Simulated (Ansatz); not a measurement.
# Li: the change of pressure and energy less free atoms with volume per atom

Periodic Kohn-Sham DFT of a crystal at fixed atoms; pressure and stress are positive in compression; the energy is the free energy less that of spherical unpolarised free atoms; site moments are those in the method's own spheres, positive along +z. The results are calculated, by Ansatz 0.2.0.

Cell of the first row (space group Im-3m, No. 229):
```
cell vectors (Å)
  -1.7143     1.7143     1.7143
   1.7143    -1.7143     1.7143
   1.7143     1.7143    -1.7143
atoms (fractions of the cell vectors)
Li  0.00000  0.00000  0.00000
```

Settings of every row: method all-electron LAPW; functional LDA; relativity scalar; k mesh 13x13x13; filling fermi-dirac; smearing width 0.05 eV; basis error target 0.25 meV/atom; nucleus gaussian.

Atom start moment: 0 on all atoms.

| row | volume per atom (Å³) | pressure (GPa) | energy less free atoms (eV/atom) |
| --- | --- | --- | --- |
| 1 | 20.151 | -0.813 | -2.0389 |
| 2 | 20.58 | -1.062 | -2.0364 |
| 3 | 21.009 | -1.288 | -2.0332 |
| 4 | 21.223 | ? | ? |
| 5 | 21.438 | -1.494 | -2.0295 |
| 6 | 21.652 | -1.589 | -2.0274 |
| 7 | 21.866 | -1.68 | -2.0252 |
| 8 | 22.295 | -1.85 | -2.0205 |
| 9 | 22.724 | -2.004 | -2.0153 |

Question: what pressure and energy less free atoms should row 4 give?

Worked fit of pressure. Take u = (V_r/V)^(2/3) − 1 with V_r = 21.545 Å³ an atom, which is twice the finite (Eulerian) strain; such expansions in the strain, on which the Birch-Murnaghan equation of state is built, carry the rest volume and the bulk modulus. The shown rows have u = 0.0456, 0.03102, 0.01694, 0.00332, -0.0033, -0.00981, -0.02255, -0.0349. Least squares give pressure = −1.5421 + 14.425 × u + 34.17 × u² GPa; a straight line predicts inner rows, each left out in turn, worse (root mean square 0.018 against 0.0003 GPa). All shown rows lie on it to the printed digit. The withheld row has u = 0.01009, so the fit gives −1.5421 + 14.425 × (0.01009) + 34.17 × (0.01009)² = -1.393 GPa.

The calculation gave -1.393 GPa. The fit meets it to the printed digit.

Worked fit of energy less free atoms. Take u = (V_r/V)^(2/3) − 1 with V_r = 21.545 Å³ an atom, which is twice the finite (Eulerian) strain; such expansions in the strain, on which the Birch-Murnaghan equation of state is built, carry the rest volume and the bulk modulus. The shown rows have u = 0.0456, 0.03102, 0.01694, 0.00332, -0.0033, -0.00981, -0.02255, -0.0349. Least squares give energy less free atoms = −2.02846 − 0.3126 × u + 1.835 × u² eV/atom; a straight line predicts inner rows, each left out in turn, worse (root mean square 0.00094 against 2.6e-05 eV/atom). All shown rows lie on it to the printed digit. The withheld row has u = 0.01009, so the fit gives −2.02846 − 0.3126 × (0.01009) + 1.835 × (0.01009)² = -2.0314 eV/atom.

The calculation gave -2.0314 eV/atom. The fit meets it to the printed digit.
